# Plane-wave count: the continuum assumption

**Conventions.** Rydberg atomic units ($\hbar^2/2m=1$, lengths in bohr). The basis at $\mathbf k$ is all $\mathbf G$ with $|\mathbf k+\mathbf G|^2<E_c$, so $K_c=\sqrt{E_c}$. In hartree units the condition is $|\mathbf k+\mathbf G|^2/2<E_c$ and $K_c=\sqrt{2E_c}$. Cell volume $\Omega$, direct-lattice vectors $\mathbf R$.

## Where the assumption enters

Exact count:
$$N(\mathbf k)=\sum_{\mathbf G}\theta(K_c-|\mathbf k+\mathbf G|).$$
Each $\mathbf G$ owns a volume $(2\pi)^3/\Omega$. Replacing the sum by an integral gives
$$N_0=\frac{\Omega}{(2\pi)^3}\frac{4\pi}{3}K_c^3=\frac{\Omega K_c^3}{6\pi^2}.$$
That replacement is the assumption: the lattice is smeared to a uniform density. It is used again for the charge density. Its components $\mathbf G-\mathbf G'$ obey $|\mathbf G-\mathbf G'|<2K_c$, so the cutoff is $4E_c$ and the enclosing sphere holds $8N_0$ points in the same approximation.

## Dropping it

$N(\mathbf k)$ is periodic in the reciprocal lattice, so $N(\mathbf k)=\sum_{\mathbf R}c_{\mathbf R}e^{i\mathbf k\cdot\mathbf R}$. Since $e^{i\mathbf G\cdot\mathbf R}=1$, the zone integral and the $\mathbf G$ sum join into one integral over $\mathbf q=\mathbf k+\mathbf G$:
$$c_{\mathbf R}=\frac{\Omega}{(2\pi)^3}\int_{q<K_c}\!d^3q\,e^{-i\mathbf q\cdot\mathbf R}=\frac{\Omega}{(2\pi)^3}\frac{4\pi}{R}\int_0^{K_c}\!q\sin(qR)\,dq .$$
With $y=K_cR$ the radial integral is $(\sin y-y\cos y)/R^2$. Pairing $\pm\mathbf R$,
$$\boxed{N(\mathbf k)=N_0\Big[1+\sum_{\mathbf R\ne0}\cos(\mathbf k\cdot\mathbf R)\,\frac{3(\sin y-y\cos y)}{y^3}\Big]}$$
- $N_0$ is the $\mathbf R=0$ term. It is exactly the Brillouin-zone average of $N(\mathbf k)$.
- Each correction oscillates as $-3\cos y/y^2$ for $y\gg1$. No smooth term proportional to the sphere's area appears.

**Cubic box, $\Gamma$.** Set $x=K_cL$, so $N_0=x^3/6\pi^2$, and $\mathbf R=L\mathbf n$ with integer $\mathbf n$. Let $r_3(m)$ be the number of $\mathbf n$ with $|\mathbf n|^2=m$. Shell $m$ adds
$$\Delta N_m=\frac{r_3(m)}{2\pi^2m^{3/2}}(\sin y-y\cos y),\qquad y=x\sqrt m .$$
First correction, from the six nearest images:
$$\Delta N_1=\frac{3}{\pi^2}(\sin x-x\cos x).$$
Its envelope is $3x/\pi^2$, or relatively $18/x^2=1.18\,N_0^{-2/3}$.

**Later shells rival the first.** Their envelope is $(x/2\pi^2)\,r_3(m)/m$. On average $r_3(m)\approx2\pi\sqrt m$, so the envelopes sum to infinity. The series converges in the mean square over $\mathbf k$, not absolutely. $\Delta N_1$ fixes the scaling of the correction, not its value. Parseval's theorem gives, to leading order in $1/x$,
$$\langle(N-N_0)^2\rangle_{\rm BZ}=\Big(\frac{x}{2\pi^2}\Big)^2\sum_{\mathbf n\ne0}\frac{\cos^2(x|\mathbf n|)}{|\mathbf n|^4},\qquad \sum_{\mathbf n\neq0}|\mathbf n|^{-4}=16.53,$$
with the lattice sum evaluated by an Ewald-type split.

## H$_2$O, 12 Å cube, 80 Ry

The molecule does not enter the count; only box and cutoff do.

- $L=22.677$ bohr, $\Omega=11661$ bohr$^3$, $K_c=8.944$ bohr$^{-1}$, $x=202.83$.
- $N_0=140904.3$.
- Envelope of $\Delta N_1$: $61.7$ plane waves, relative $4.4\times10^{-4}$.
- The phase needs the unrounded $x$: $x-64\pi=1.7648$, $\cos x=-0.1928$, $\sin x=0.9812$. Then $\Delta N_1=+12.2$, relative $8.6\times10^{-5}$.

| $m$ | 1 | 2 | 3 | 4 |
|---|---|---|---|---|
| $r_3(m)$ | 6 | 12 | 8 | 6 |
| $\Delta N_m$ | $+12.2$ | $+35.4$ | $-23.4$ | $+14.3$ |

None of the next three shells is smaller than the first.

**Exact count at $\Gamma$.** With $\mathbf G=2\pi\mathbf n/L$ the condition is $|\mathbf n|^2<\rho^2=(x/2\pi)^2=1042.055$. Enumeration gives $N=140905$, so $N-N_0=+0.7$.

This closeness is accidental. $N$ is a staircase with steps only at integer $\rho^2$, spaced $0.077$ Ry apart, while $dN_0/d\rho^2=2\pi\rho=x\approx203$. The mean step is therefore about 203. The cutoff lies just above the $\mathbf G$ shell $|\mathbf n|^2=1042$, which holds 144 vectors.

| $E_c$ (Ry) | $N$ | $N_0$ | $N-N_0$ |
|---|---|---|---|
| just below 79.996 ($\rho^2=1042$) | 140761 | 140893 | $-132$ |
| 80 | 140905 | 140904.3 | $+0.7$ |
| just below 80.073 ($\rho^2=1043$) | 140905 | 141096 | $-191$ |

So at $\Gamma$ the departure near 80 Ry is of order $x$, about $10^{-3}$ of $N_0$ ($1.4\times10^{-3}$ in the last row). That is a few times the first-shell envelope, with the same $x^{-2}$ relative scaling.

**Away from $\Gamma$.** Here $x/2\pi^2=10.28$. Setting $\cos^2\le1$ bounds the rms over the zone at 42. Averaging over the cutoff as well, $\cos^2\to1/2$, gives 30. At $\Gamma$ every $\cos(\mathbf k\cdot\mathbf R)$ equals 1 and whole symmetry stars of $\mathbf G$ cross the sphere together, hence the larger swings.

**Density sphere** (320 Ry). Put $x\to2x$: $8N_0=1.1272\times10^6$. The absolute envelope doubles to 123 and the relative one falls fourfold to $1.1\times10^{-4}$. The first-shell term is $+114$. The relative corrections of the two spheres differ, so the ratio 8 holds only to about the $10^{-3}$ found above.

## Contrast: silicon primitive cell

Take a typical $a=5.43$ Å $=10.261$ bohr (fcc, $\Omega=a^3/4=270.1$ bohr$^3$) and an illustrative 20 Ry.

- $N_0=408.0$.
- Twelve nearest $\mathbf R$ at $a/\sqrt2$, $y=32.45$: envelope $36/y^2=3.4\,\%$, and $\Delta N_1=36N_0(\sin y-y\cos y)/y^3=-6.8$.
- Exact: $\mathbf G=(2\pi/a)(h,k,l)$, indices all odd or all even, $h^2+k^2+l^2<53.34$. This gives $208+203=411$, so $N-N_0=+3.0$, or $0.7\,\%$.

The first shell has the right magnitude and the wrong sign.

## Use

- For memory and cost estimates $N_0$ suffices: about $10^{-3}$ in the water box, per cent level in this silicon cell.
- For a basis size at one $\mathbf k$, enumerate. Do not add $\Delta N_1$.
- At fixed $E_c$ the count depends on $L$ only through $x$, so the same steps occur when the cell is strained. Each step enlarges the variational space abruptly, and an unconverged total energy is then discontinuous in volume.